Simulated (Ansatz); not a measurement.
# From the elastic tensor of WS2 to moduli and sound speeds

Computed with DFT PBEsol, scalar-relativistic, plane waves, PAW in Ansatz. Cutoff 420 eV, 12×12×4 k-points (Γ-centred), fixed occupations. No spin polarisation.

Symmetry: P6_3/mmc, No. 194, hexagonal system. The conventional cell has a = 3.146 Å, b = 3.146 Å, c = 12.696 Å, α = 90.00°, β = 90.00°, γ = 120.00°. W (site symmetry -6m2) is surrounded by 6 S at 2.40 Å. S (site symmetry 3m) is surrounded by 3 W at 2.40 Å.

The crystal is built of layers and no dispersion correction was added, so the binding between them is poorly described, and with it their spacing and whatever depends on it. Spin–orbit coupling is left out, which can shift energies with elements as heavy as these.

Relaxed-ion constants (GPa, on the Cartesian axes of the calculation):
```
243.2  50.7   3.8   0.0   0.0   0.0
 50.7 243.2   3.8   0.0   0.0   0.0
  3.8   3.8  19.2   0.0   0.0   0.0
  0.0   0.0   0.0  10.2   0.0   0.0
  0.0   0.0   0.0   0.0  10.2   0.0
  0.0   0.0   0.0   0.0   0.0  96.2
```

Density 7.567 g/cm³; 6 atoms in 108.83 Å³.

The values that follow are for a polycrystal of randomly turned grains, by Hill's mean where one number stands. In a crystal this anisotropic the Voigt and Reuss bounds lie far apart, so Hill's mean and the sound speeds and Debye temperature from it are rough.

With S = C⁻¹: B_V = (C11+C22+C33+2(C12+C13+C23))/9, G_V = (C11+C22+C33−C12−C13−C23+3(C44+C55+C66))/15, 1/B_R = S11+S22+S33+2(S12+S13+S23), 15/G_R = 4(S11+S22+S33−S12−S13−S23)+3(S44+S55+S66); Hill is their mean. Then v_l = √((B+4G/3)/ρ), v_t = √(G/ρ), v_m = [(2/v_t³+1/v_l³)/3]^(−1/3) and Θ = (ħ/k_B)·v_m·(6π²n/V)^(1/3) for n atoms in the volume V; E = 9BG/(3B+G), ν = (3B−2G)/(2(3B+G)) and A^U = 5G_V/G_R + B_V/B_R − 6.

| Quantity | Value |
| --- | --- |
| Bulk modulus, Voigt / Reuss / Hill | 69.1 / 17.7 / 43.4 GPa |
| Shear modulus, Voigt / Reuss / Hill | 53.2 / 17.2 / 35.2 GPa |
| Young's modulus | 83 GPa |
| Poisson ratio | 0.181 |
| Pugh ratio B/G | 1.23 |
| Universal anisotropy index | 13.35 |
| Longitudinal and transverse sound speeds | 3455 and 2157 m/s |
| Debye temperature from the mean sound speed | 269 K |

Cost: 1 run of about 6.7 core-minutes, on Intel Xeon Platinum 8488C (Sapphire Rapids) (shared hosts).

The stiffness is concentrated within the layers: C11 is 243.2 GPa, against 19.2 GPa for C33 and 10.2 GPa for C44. In-plane strain stretches and bends strong covalent W 5d–S 3p bonds, whereas compression along c or sliding of the layers works mainly against weak contacts between closed-shell sulfur surfaces. Hydrostatic pressure is therefore taken up largely by the gap between layers, which is why the Reuss bulk modulus, 17.7 GPa, lies close to C33.

C33 is well below the accepted value for bulk WS2 and the c axis is too long, both probably because the missing van der Waals attraction leaves the layers too weakly bound. The in-plane constants should be much less affected. The Pugh ratio of 1.23 would conventionally indicate brittleness, but that criterion says little about a crystal whose layers glide easily over one another. The tensor meets the elastic stability conditions for small homogeneous strains, which does not establish stability against phonons at finite wavevector.
